No temperature breaks the pattern. From 100 to 1000 K the heat capacity and the entropy of Ti₆Ge rise in steps that shrink every time, and the free energy falls faster at each step. The curves are this smooth because all ten rows describe the same set of vibrations, excited to different degrees. What is unusual is the height of the plateau, which is too low because the crystal is unstable against some of its own vibrations and these were left out.

Harmonic phonon thermodynamics of Ti₆Ge (P-62m) at constant volume, computed with Ansatz 0.2.0 using scalar-relativistic PBE, PAW and a 420 eV plane-wave cutoff, without spin polarisation. The phonons come from linear response on a 2×2×2 q mesh, with a 6×6×8 k mesh and 0.1 eV Gaussian smearing. Imaginary modes are left out; the free energy includes the zero-point energy.

| temperature (K) | phonon entropy (kB/atom) | phonon free energy (meV/atom) | phonon heat capacity (kB/atom) |
| --- | --- | --- | --- |
| 100 | 1.265 | 24.1 | 1.644 |
| 200 | 2.667 | 6.8 | 2.318 |
| 300 | 3.648 | -20.7 | 2.504 |
| 400 | 4.380 | -55.4 | 2.575 |
| 500 | 4.959 | -95.7 | 2.610 |
| 600 | 5.436 | -140.6 | 2.629 |
| 700 | 5.843 | -189.2 | 2.641 |
| 800 | 6.196 | -241.1 | 2.648 |
| 900 | 6.508 | -295.9 | 2.653 |
| 1000 | 6.788 | -353.2 | 2.657 |

**Why the rows follow a smooth curve**

A vibration of the lattice takes up energy only in quanta. While the thermal energy is well below one quantum, the mode is nearly frozen and adds little to the heat capacity. When the thermal energy is well above the quantum, the mode takes up heat at nearly the classical rate of one Boltzmann constant, $k_\mathrm{B}$. The passage between the two regimes is gradual, with no threshold.

The calculation holds the crystal at one volume and uses one set of force constants, so the frequencies do not change with temperature. Each row is therefore a sum of the same smooth functions, and such a sum has no kink. That the steps shrink every time does depend on where the table starts. The entropy gains 1.265 $k_\mathrm{B}$ per atom from 0 to 100 K, less than the 1.402 of the next step, because these curves first bend upward while the modes are still frozen. Most of the rise comes early: the heat capacity gains 0.86 $k_\mathrm{B}$ per atom between 100 and 300 K, and only 0.15 over the next 700 K.

The free energy changes sign between 200 and 300 K, which might look like an event. It is the vibrational energy, zero-point part included, less temperature times entropy. At 200 K the energy is still the larger, 52.8 against 46.0 meV per atom; at 300 K the entropy term has overtaken it. The two curves cross smoothly, and no phase transition is involved.

**Why the plateau lies below 3**

An atom has three directions of motion, so a harmonic crystal should approach 3 $k_\mathrm{B}$ per atom when hot. The table, which counts vibrations only and leaves out the electrons of this metal, levels off near 2.66. It would be natural to blame stiff modes that are still partly frozen at 1000 K, but that is a small part of the gap.

In this structure 10.9 % of the modes lie at or below zero frequency, nearly all of them imaginary: the energy falls when the atoms move along them, so in these directions the symmetric positions lie on a hilltop instead of in a well, and the harmonic formulas do not apply to such modes. Leaving them out lowers the limit to $3\times(1-0.109)=2.67$ $k_\mathrm{B}$ per atom. The value at 1000 K is already 99 % of this reduced limit. About 95 % of its distance from 3 is due to the omitted modes, and only the small remainder to quantum freezing.

**One frequency in place of the whole spectrum**

How much of the curve depends on the details of the spectrum? A simple test is to give every retained mode the same frequency, the Einstein model, and to take that frequency from the zero-point energy, 28.45 meV per atom in the same calculation. Each mode contributes half a quantum to it. With $n=2.673$ retained modes per atom, one quantum is $2\times28.45/2.673=21.3$ meV, which corresponds to a temperature $\theta=247$ K.

With $x=\theta/T$, where $T$ is the temperature, the heat capacity per atom is

$$C=n\,k_\mathrm{B}\,\frac{x^2e^x}{(e^x-1)^2}.$$

At 200 K, $x=247/200=1.235$ and $e^x=3.44$. The fraction is then $1.235^2\times3.44/2.44^2=0.88$, and $C$ comes to 2.36 $k_\mathrm{B}$ per atom. The table has 2.318. This miss of under 2 % is the largest of the ten rows, although no heat capacity was used to set the frequency.

The formula also explains how the plateau is reached. For a hot crystal the fraction becomes $1-x^2/12$, so the shortfall from the limit should drop to a quarter when the temperature doubles. From 200 to 400 K it drops by a factor of 3.6, and from 400 to 800 K by 3.9. The hotter pair lies closer to four, as it should.

The near-perfect agreement at 100 K is no sign that the spectrum really has one frequency. In the hot rows the estimate is slightly too high, because the shortfall depends on the mean square frequency, which in a spread spectrum exceeds the square of the mean. In a very cold crystal it must be too low, since soft modes still take up heat after a mode of average frequency has frozen. At 100 K the two errors nearly cancel.

**Where one frequency fails**

The entropy exposes what the heat capacity hides. The one-frequency estimate is too low in every row, by 0.42 $k_\mathrm{B}$ per atom at 100 K and still by 0.37 at 1000 K. Heating does not remove this error.

The reason is that a soft mode has closely spaced levels, and many of them are occupied. For a hot mode of characteristic temperature $\theta$ the entropy is $k_\mathrm{B}[1+\ln(T/\theta)]$, so the total depends on the mean logarithm of the frequencies, to which soft modes contribute strongly. Some of the softest retained modes lie on interpolated branches that pass through zero from imaginary to real frequency, so the size of this miss is expected to depend on the q mesh. The heat capacity of a hot mode hardly depends on its frequency. At 1000 K, where $k_\mathrm{B}T$ is 86 meV, the missing entropy shifts the free energy by about $0.37\times86\approx32$ meV per atom. An average frequency thus reproduces the heat capacity of this table well, but it is a poor basis for judging stability.

**Where a real break could appear**

The place to look is the unstable modes. At the zone centre, where the frequencies were computed directly and not interpolated, there are two imaginary pairs, at 87 and 79 cm⁻¹. At these settings the symmetric structure is therefore not a minimum of the energy, and atoms displaced along these modes should settle into a less symmetric arrangement.

If thermal motion restored the higher symmetry on heating, a sample of this phase, if it can be made, would be expected to show an anomaly in its heat capacity at that temperature. This is a possibility, not a result: the results used here include no distorted structure, and soft modes in a metal can shift with the electronic mesh, of which they cover only one. The share of imaginary modes, and with it the height of the plateau, also rests on interpolation from a single coarse q mesh. Force constants that stay fixed could not produce such an anomaly in any row.

The smoothness of the table is therefore no evidence that the phase is stable. The omitted modes would also carry entropy of unknown size, so these free energies should not be ranked against those of a phase that keeps all its modes. The printed analysis below compares the one-frequency estimate, built from the zero-point energy and the number of retained modes, with all ten rows.

Printed output of the fit:

```
classical limit of the heat capacity with the retained modes, kB/atom: 2.673
heat capacity limit lost with the omitted modes, kB/atom: 0.3268
share of the gap to 3 kB at 1000 K that is due to omitted modes, percent: 95.27
mean frequency of the retained modes from the zero-point energy, cm^-1: 171.7
the same frequency as a temperature, K: 247
rise of the heat capacity from 100 to 300 K, kB/atom: 0.86
rise of the heat capacity from 300 to 1000 K, kB/atom: 0.153
shortfall from the limit at 200 K over that at 400 K: 3.617
shortfall from the limit at 400 K over that at 800 K: 3.896
entropy gain from 500 to 1000 K, kB/atom: 1.829
classical entropy gain for a doubled temperature, kB/atom: 1.853
geometric over arithmetic mean frequency implied by the entropy miss at 1000 K: 0.8708
Heat capacity in kB/atom:
   row  step from row before  shortfall from limit  percent of limit  one-frequency estimate  estimate less table
   100                   n/a                 1.029              61.5                   1.646              0.00217
   200                 0.674                0.3552             86.71                   2.358              0.03985
   300                 0.186                0.1692             93.67                   2.527              0.02318
   400                 0.071               0.09821             96.33                    2.59              0.01486
   500                 0.035               0.06321             97.64                    2.62             0.009501
   600                 0.019               0.04421             98.35                   2.636             0.006774
   700                 0.012               0.03221              98.8                   2.646             0.004644
   800                 0.007               0.02521             99.06                   2.652             0.004074
   900                 0.005               0.02021             99.24                   2.656             0.003493
  1000                 0.004               0.01621             99.39                    2.66              0.00266
Entropy in kB/atom and energies in meV/atom:
   row  step mean from free energy  step mean from entropies  one-frequency entropy less table  vibrational energy  temperature times entropy
   100                         n/a                       n/a                           -0.4187                  35                       10.9
   200                       2.008                     1.966                           -0.3944               52.76                      45.96
   300                       3.191                     3.157                           -0.3809               73.61                      94.31
   400                       4.027                     4.014                           -0.3761               95.58                        151
   500                       4.677                     4.669                           -0.3736                 118                      213.7
   600                        5.21                     5.197                           -0.3715               140.5                      281.1
   700                        5.64                     5.639                           -0.3714               163.3                      352.5
   800                       6.023                     6.019                           -0.3706                 186                      427.1
   900                       6.359                     6.352                             -0.37               208.8                      504.7
  1000                       6.649                     6.648                           -0.3699               231.7                      584.9
```
